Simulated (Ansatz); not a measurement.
SrMg: energy above lowest point against volume scale

Results calculated with Ansatz 0.2.0, not measured. Free energy against uniform scaling of the volume at fixed shape and fractions; periodic cell, basis, potentials, k mesh and filling as listed.

The cell before it is scaled or strained (space group P-6m2, No. 187):
```
cell vectors (Å)
   4.0517     0.0000     0.0000
  -2.0258     3.5089     0.0000
   0.0000     0.0000     5.5894
atoms (fractions of the cell vectors)
Sr  0.00000  0.00000  0.00000
Mg  0.66667  0.33333  0.50000
```

Settings of every row: functional PBEsol; dispersion none; potentials PAW; wave cutoff 420 eV; density cutoff 1680 eV; k mesh 8x8x5; k shift 0x0x0; occupations fermi dirac; smearing width 0.05 eV; spin none.

Limits: coarse k mesh, up to 40 meV an atom off; the cell comes from a prototype or a list of computed structures and needn't be the stable phase.

```csv
row,volume scale,V (Å³/atom),energy above lowest point (meV/atom)
1,0.9,35.759,9.4
2,0.925,36.752,?
3,0.95,37.746,0
4,0.975,38.739,0
5,1,39.732,2.8
6,1.025,40.726,7.9
7,1.05,41.719,15.1
8,1.075,42.712,24.2
9,1.1,43.706,35
```

Question: what energy above lowest point should row 2 give?

Worked fit of energy above lowest point. Take u = (V_r/V)^(2/3) − 1 with V_r = 40.229 Å³ an atom, which is twice the finite (Eulerian) strain; such expansions in the strain, on which the Birch-Murnaghan equation of state is built, carry the rest volume and the bulk modulus. The shown rows have u = 0.08169, 0.04339, 0.02548, 0.00832, -0.00815, -0.02395, -0.03914, -0.05377. Least squares give energy above lowest point = 5.05 − 311.5 × u + 4524 × u² − 726 × u³ meV/atom; a parabola predicts inner rows, each left out in turn, worse (root mean square 0.06 against 0.033 meV/atom). All shown rows lie on it to the printed digit. Its lowest point lies at u = 0.0347, or V = 38.22 Å³ an atom, and the curvature there gives the bulk modulus at fixed shape and fractions, B = (4/9)(1 + u)² E″(u)/V = 17.7 GPa. Letting shape and atoms relax would as a rule lower it, by much in layered, chain or molecular crystals. The withheld row has u = 0.06212, so the fit gives 5.05 − 311.5 × (0.06212) + 4524 × (0.06212)² − 726 × (0.06212)³ = 3.0 meV/atom.

The calculation gave 3 meV/atom. The fit meets it to the printed digit.
